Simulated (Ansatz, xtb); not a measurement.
**C3H9OPSi2: which of two isomers lies lower**

Structure X: `CC#C[Si@H](P)O[SiH3]`, a singlet. Structure Y: `CC#C[SiH2]O[SiH2]P`, a singlet. Both are isolated molecules in the gas phase, relaxed with B3LYP-D3(BJ)/def2-SVP; each stands in its lowest conformer found.

Quicker runs give these differences E(Y) − E(X): GFN2-xTB −0.062 eV; HF/STO-3G +0.077 eV (at GFN2-xTB geometries); r2SCAN-D4/def2-SVP −0.016 eV (at GFN2-xTB geometries).

Problem. Which of the two would you expect CCSD(T)/def2-SVP + ΔMP2/def2-TZVPP electronic energies to favour?

Solution. Too close to call at this level: CCSD(T)/def2-SVP + ΔMP2/def2-TZVPP gives E(Y) − E(X) = −0.004 eV.

The same difference at several levels:

```tsv
level	geometry	E(Y) − E(X) (eV)	departure from the last row (eV)	job, with rough time for the two
GFN2-xTB	GFN2-xTB	−0.062	−0.057	optimisation, 0.48 s
HF/STO-3G	GFN2-xTB	+0.077	+0.082	single point, 0.46 s
r2SCAN-D4/def2-SVP	GFN2-xTB	−0.016	−0.012	single point, 4.3 s
B3LYP-D3(BJ)/def2-SVP	B3LYP-D3(BJ)/def2-SVP	−0.035	−0.030	optimisation, 4.3 min
HF/def2-SVP	B3LYP-D3(BJ)/def2-SVP	+0.037	+0.041	part of the CCSD(T) run
MP2/def2-SVP	B3LYP-D3(BJ)/def2-SVP	+0.015	+0.019	part of the CCSD(T) run
CCSD(T)/def2-SVP	B3LYP-D3(BJ)/def2-SVP	+0.012	+0.017	single point
CCSD(T)/def2-SVP + ΔMP2/def2-TZVPP	B3LYP-D3(BJ)/def2-SVP	−0.004		single point, 78 s
```

As drawn, both hold the same kinds of bond in the same numbers.

The largest departure from CCSD(T)/def2-SVP + ΔMP2/def2-TZVPP is that of HF/STO-3G, 0.082 eV. A small imaginary or near-zero mode remains, so no thermal terms are given. The last row adds to CCSD(T) the change of the MP2 difference between the two basis sets, here −0.017 eV.

The correlated steps freeze 19 core orbitals. Programs: Ansatz 0.2.0, xtb 6.7.1; the last row on 4 threads of Arm Neoverse V1 on a shared host.

The two isomers are effectively degenerate, and the bonding explains why. Going from X to Y exchanges a phosphino group and a hydrogen between the two silicon atoms. Both silicons carry the siloxane oxygen, so the O–Si–P linkage, with its geminal polar and hyperconjugative interactions, survives the exchange. What chiefly changes is whether phosphorus shares its silicon with the propynyl group, probably a weak influence because the Si–P bond is only modestly polar.

In the def2-SVP basis, Hartree–Fock favours X by 0.037 eV and CCSD(T) by only 0.012 eV, so correlation favours Y, perhaps through intramolecular dispersion in its more flexible chain. Triples and higher-order doubles matter little beyond MP2, whereas the basis-set change of −0.017 eV is enough to reverse the order. The negative B3LYP and r2SCAN values therefore do not independently confirm a preference for Y: they share the sign of the final estimate but oppose CCSD(T) in the same basis. The calculation supports near-equality in electronic energy, not a definite ordering.
